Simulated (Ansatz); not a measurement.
# Work function and dipole per adsorbate against coverage for Si on Al(100) and B on W(110), LDA slabs

How much silicon or boron to put on a metal electrode, if its work function is to be raised, depends on whether each added atom still contributes as much as the first ones did. The work function enters the barrier at a metal–semiconductor contact and the current from an electron emitter, where a few tenths of an electronvolt matter.

Problem: from LDA slab calculations, find how the work function change ΔΦ and the dipole per adsorbate vary with coverage for Si in the hollows of Al(100) and B on the short bridges of W(110), and estimate ΔΦ for the full silicon layer. ΔΦ is measured from the clean face of the same metal, and a positive value means that electrons are harder to remove. A negative dipole has its negative end outwards.

## Method

Ansatz 0.2.0, plane-wave Kohn-Sham DFT with its default PAW datasets at a cutoff of 420 eV, LDA. Slabs of 4 layers at the tabulated measured lattice constant with the lower two layers held; adsorbates on the upper face in cells of 1 to 16 surface atoms, started on the site named and relaxed with the upper layers until forces are under 0.02 eV/Å. k-spacing 0.18 to 0.22 Å⁻¹ (2π included), Fermi-Dirac smearing of 0.1 eV, 18 Å of vacuum, dipole correction. Spin-paired, no spin-orbit coupling.

Notes on method and selection:

- One starting site was run; real layers may sit elsewhere, sink into the surface or rebuild it.
- Changes under about 0.15 eV are within the error of slabs this thin.
- Runs in which an atom moved over 1.3 Å, mostly full layers of large atoms, are not listed; the work function can turn there.
- Neighbouring dipoles tend to depolarise each other as the coverage rises, unless heights or bonding change.
- Runs in which the search for lower states was switched off are not listed.
- Work functions and vacuum levels are read from the electrostatic potential (Hartree and local ionic parts), which a warning of a rough exchange-correlation potential in thin density does not concern.
- Error sizes named in these notes are rules of thumb and were not measured on these runs.
- The default PAW datasets of this version of Ansatz are the set soft_2.
- Runs that did not converge, have known faults or may not be shown are not listed, and runs on Ansatz's PAW sets soft_1 and soft_2 are kept to separate tables.

Columns:

- density (nm⁻²): adsorbates per area.
- height (Å): height of the adsorbed atom (the lowest atom of a molecule) over the highest substrate atom.
- coverage (ML): adsorbates per surface atom.
- ΔΦ (eV): work function of the covered face less that of the clean face.
- dipole (D): dipole per adsorbate from ΔΦ by the Helmholtz relation, positive end outwards.
- Φ covered (eV): work function of the covered face.

## Computed values

| member | system | density (nm⁻²) | height (Å) | coverage (ML) | ΔΦ (eV) | dipole (D) | Φ covered (eV) |
| --- | --- | --- | --- | --- | --- | --- | --- |
| clean | Si on Al(100), hollow | 0.00 | – | 0.000 | 0.000 | – | 4.49 |
| 0.0625 ML | Si on Al(100), hollow | 0.76 | 1.49 | 0.062 | 0.118 | −0.411 | 4.61 |
| 0.1111 ML | Si on Al(100), hollow | 1.35 | 1.50 | 0.111 | 0.233 | −0.456 | 4.72 |
| 0.25 ML | Si on Al(100), hollow | 3.05 | 1.47 | 0.250 | 0.439 | −0.382 | 4.93 |
| 0.5 ML | Si on Al(100), hollow | 6.10 | 1.52 | 0.500 | 0.711 | −0.310 | 5.20 |
| 1 ML | Si on Al(100), hollow | 12.19 | 1.75 | 1.000 | ? | ? | ? |
| clean | B on W(110), shortbridge | 0.00 | – | 0.000 | 0.000 | – | 5.05 |
| 0.25 ML | B on W(110), shortbridge | 3.54 | 1.48 | 0.250 | 0.538 | −0.403 | 5.58 |
| 0.5 ML | B on W(110), shortbridge | 7.08 | 1.49 | 0.500 | 0.579 | −0.217 | 5.62 |
| 1 ML | B on W(110), shortbridge | 14.16 | 1.63 | 1.000 | 0.023 | −0.004 | 5.07 |

Cells marked ? are withheld until the estimate has been made.

## What drives the series

Solution, first part. ΔΦ is proportional to −nμ, with n the adsorbates per area and μ the dipole of each. With a constant dipole, doubling the coverage would double ΔΦ.

Silicon falls moderately short of this. From 0.25 to 0.5 ML the constant dipole would give 2 × 0.439 = 0.878 eV, and the calculation gives 0.711 eV, a ratio of 0.711 / 0.878 = 0.81. For boron the same step gives 0.579 / (2 × 0.538) = 0.54. Depolarisation between parallel dipoles would explain the direction of this loss: the field of the neighbours opposes each dipole and pushes charge back. The heights hardly change in this step, by 0.05 Å for silicon and 0.01 Å for boron, so geometry has little part in it.

The larger silicon dipole at 0.1111 ML than at 0.0625 ML (−0.456 against −0.411 D) is no exception of weight. With the larger dipole, ΔΦ at 0.0625 ML would be 0.118 × 0.456 / 0.411 = 0.131 eV, a change of 0.013 eV, far below the error expected of such thin slabs.

The full boron layer behaves differently. ΔΦ drops by 0.579 − 0.023 = 0.556 eV and the dipole almost vanishes, although the atoms sit 0.14 Å higher than at 0.5 ML. A fixed charge carried outwards would have enlarged the dipole, so the charge distribution itself must have changed. Overlap between neighbouring boron atoms, which turns separate adsorbates into a layer with bands of its own, is a possible cause. Symmetry holds these atoms on their starting sites, so a real full layer might escape by sliding or rebuilding.

The sign of the dipole does not follow simply from electronegativity. Silicon is more electronegative than aluminium, but boron is less so than tungsten on the usual Pauling scale, and both raise the work function at low coverage.

## Predicting the missing value

Plain estimates from the members shown:

- 1 ML (Si on Al(100), hollow), from its own B on W(110), shortbridge value plus the mean shift Si on Al(100), hollow − B on W(110), shortbridge over the other 3 members (+0.011, standard deviation 0.095): 0.023 + 0.011 = 0.034 eV

Solution, second part. The plain estimate of 0.034 eV assumes a constant shift between the systems. Yet silicon minus boron goes from −0.099 eV at 0.25 ML to +0.132 eV at 0.5 ML, so silicon's own curve is the better start.

For point dipoles of fixed polarisability, x = n/ΔΦ grows linearly with n^(3/2). When the density doubles twice, the second increase in x is 2^(3/2) = 2.83 times the first.

- Silicon: x is 3.05 / 0.439 = 6.95, then 6.10 / 0.711 = 8.58, an increase of 8.58 − 6.95 = 1.63. At 1 ML it becomes 8.58 + 2.83 × 1.63 = 13.19, and ΔΦ = 12.19 / 13.19 = 0.92 eV.
- Boron, as a test: x is 3.54 / 0.538 = 6.58, then 7.08 / 0.579 = 12.23, an increase of 12.23 − 6.58 = 5.65. At 1 ML it becomes 12.23 + 2.83 × 5.65 = 28.2, and ΔΦ = 14.16 / 28.2 = 0.50 eV. The calculated 0.023 eV lies 0.48 eV lower.

The full silicon layer also rises, by 1.75 − 1.52 = 0.23 Å against boron's 0.14 Å, which suggests a similar change of bonding. Boron's shortfall is therefore carried over whole: 0.92 − 0.48 = 0.44 eV.

A second test takes silicon at 0.5 ML from its rows at 0.1111 and 0.25 ML. There x is 1.35 / 0.233 = 5.79, then 6.95, and the second increase in n^(3/2) is about 2.6 times the first. So x becomes 6.95 + 2.6 × 1.16 = 9.97 and ΔΦ = 6.10 / 9.97 = 0.61 eV, which is 0.10 eV too low. The two departures from the formula, −0.48 and +0.10 eV, have a standard deviation of 0.58 / √2 = 0.41 eV. This is taken as the error, and with only two tests it is itself rough.

**Committed estimate, 1 ML (Si on Al(100), hollow): ΔΦ = 0.4 ± 0.4 eV.**

## Result

| member | system | density (nm⁻²) | height (Å) | coverage (ML) | ΔΦ (eV) | dipole (D) | Φ covered (eV) |
| --- | --- | --- | --- | --- | --- | --- | --- |
| 1 ML | Si on Al(100), hollow | 12.19 | 1.75 | 1.000 | 0.503 | −0.109 | 4.99 |

| member | estimate | ΔΦ (eV) | computed | estimate − computed | miss in error bars |
| --- | --- | --- | --- | --- | --- |
| 1 ML (Si on Al(100), hollow) | committed | 0.400 | 0.503 | −0.103 | 0.3 |
| 1 ML (Si on Al(100), hollow) | shift from B on W(110), shortbridge | 0.034 | 0.503 | −0.469 |  |

The estimate of 0.4 ± 0.4 eV lies 0.103 eV below the computed 0.503 eV, well inside its error bar. The plain estimate, 0.034 eV, is 0.469 eV too low. It failed because silicon minus boron, on average +0.011 eV over the other coverages, grows to 0.503 − 0.023 = +0.480 eV at the full layer.

The formula for point dipoles of fixed polarisability also failed when used alone: its 0.92 eV is too high by 0.92 − 0.50 = 0.42 eV. Carrying over boron's shortfall of 0.48 eV slightly overcorrected this. One success does not show that such a correction can be carried from one system to another.

The error bar was also less well founded than its derivation suggests. My second test started from the silicon row at 0.1111 ML, whose dipole is larger than those on either side. I had given that difference no weight, and for ΔΦ itself it has little, but the formula enlarges it. Started from the row at 0.0625 ML instead, the same test ends slightly above the computed value at 0.5 ML, not below it. Either departure is within the slab error, so the test does not settle even the sign, and the ± 0.4 eV rests in effect on boron alone.

From 0.5 to 1 ML the silicon dipole shrinks to 0.109 / 0.310 = 0.35 of its size, although the atoms sit 0.23 Å higher. Depolarisation as fitted to the lower coverages is too weak for this. A change of bonding as the layer fills would explain it, but the point-dipole formula itself becomes doubtful when the atoms are this close.

## Departures from the trend

The two full layers stand apart. Up to 0.5 ML no added portion lowers ΔΦ; at 1 ML it is lower than at 0.5 ML, by 0.208 eV for silicon and 0.556 eV for boron. Both drops exceed the error expected of the thin slabs.

One reservation comes before any mechanism: the arrangement is imposed. Symmetry keeps every atom on its starting site, so the layer cannot pair up or slide into a pattern with shorter bonds. The computed drop belongs to this ordered layer and may differ in a real one.

Within that arrangement, direct overlap is plausible for silicon. Its neighbours are 1 / √12.19 = 0.286 nm apart, against roughly 0.24 nm for an ordinary silicon bond. For boron the overlap suggested earlier is less convincing: the neighbours are roughly 0.27 nm apart, far more than an ordinary boron–boron bond of roughly 0.17 to 0.18 nm, yet the drop is larger.

Another possibility is that the adsorbates compete for the same metal atoms. At 0.25 ML there are four surface atoms to each adsorbate, at 1 ML only one. Less charge drawn outwards per adsorbate would weaken the negative outward dipole, which is the right sign for both systems.

Something of this kind may already act on boron below the full layer. I left its loss between 0.25 and 0.5 ML to depolarisation, which has the right direction but hardly the size: to fit these two values, the point dipoles would need a polarisability several times that of a free boron atom. Depolarisation is therefore unlikely to be the whole cause, and a steady height does not exclude a change of bonding. The boron test of the formula started from the same two values, so its shortfall of 0.48 eV is no clean measure of what happens only when the layer fills.

## Against measurement

| member | quantity | measured | Si on Al(100), hollow − measured | B on W(110), shortbridge − measured | conditions | source |
| --- | --- | --- | --- | --- | --- | --- |
| clean | Φ covered (eV) | 4.32 | +0.17 | – | compiled values differ between sources by a tenth of an eV or more; compiled experimental value; Al(100) single-crystal face | [1] |
| clean | Φ covered (eV) | 5.25 | – | −0.20 | compiled values differ between sources by a tenth of an eV or more; compiled experimental value; W(110) single-crystal face | [2] |

Sources:

[1] "Properties of real metallic surfaces: Effects of density functional semilocality and van der Waals nonlocality" (2017, arXiv:1702.08515)  
[2] "Anisotropic work function of elemental crystals" (2019, arXiv:1902.07811)

Only the clean faces have measured values. The computed work function is 0.17 eV higher than the compiled one for Al(100) and 0.20 eV lower for W(110). The order of the metals is reproduced, but their separation is too small: 5.05 − 4.49 = 0.56 eV computed, against 5.25 − 4.32 = 0.93 eV measured.

Each difference is only slightly larger than the 0.15 eV expected from the thin slabs, and compiled values themselves vary by a tenth of an electronvolt or more. Source [1] also lists another measured value for Al(100), which the table leaves out, so the difference of 0.17 eV and the measured separation of the metals both depend on the choice. The sign of either error is therefore not firm.

The shortfall for tungsten is not traced to a cause here. In this slab the relaxed face has a lower work function than the held one, but a real surface relaxes too, and whether the contraction is too strong at the measured lattice constant was not tested. The error may equally belong to LDA itself.

The change with coverage is not compared with experiment here. Errors of the clean face cancel in ΔΦ only as far as they remain the same under the adsorbate, and a contraction that the adsorbate partly lifts would not cancel.

## Conclusions and limits

Both adsorbates raise the work function at 0.25 and 0.5 ML, with a dipole per adsorbate that weakens between these coverages. For boron, depolarisation alone is unlikely to account for this weakening. Among the calculated coverages, 0.5 ML gives the largest rise for silicon, while for boron 0.25 and 0.5 ML cannot be told apart within the slab error. Filling the layer loses part of the rise for silicon and nearly all of it for boron.

For the electrode, the first quarter layer is the most effective. On W(110), 3.54 boron atoms per nm² give 0.538 eV, and the same amount again adds only 0.579 − 0.538 = 0.041 eV, which is within the slab error. On Al(100), the second 3.05 silicon atoms per nm² still add 0.711 − 0.439 = 0.272 eV.

For a full layer of another adsorbate, these calculations give no reliable error for an estimate made this way. The point-dipole formula alone put both full layers too high, by 0.48 eV for boron and 0.42 eV for silicon, and a correction borrowed from another system has been tried only once. Rebuilding of the surface or sinking of the adsorbate could shift ΔΦ in either direction, by an amount that these calculations do not fix.
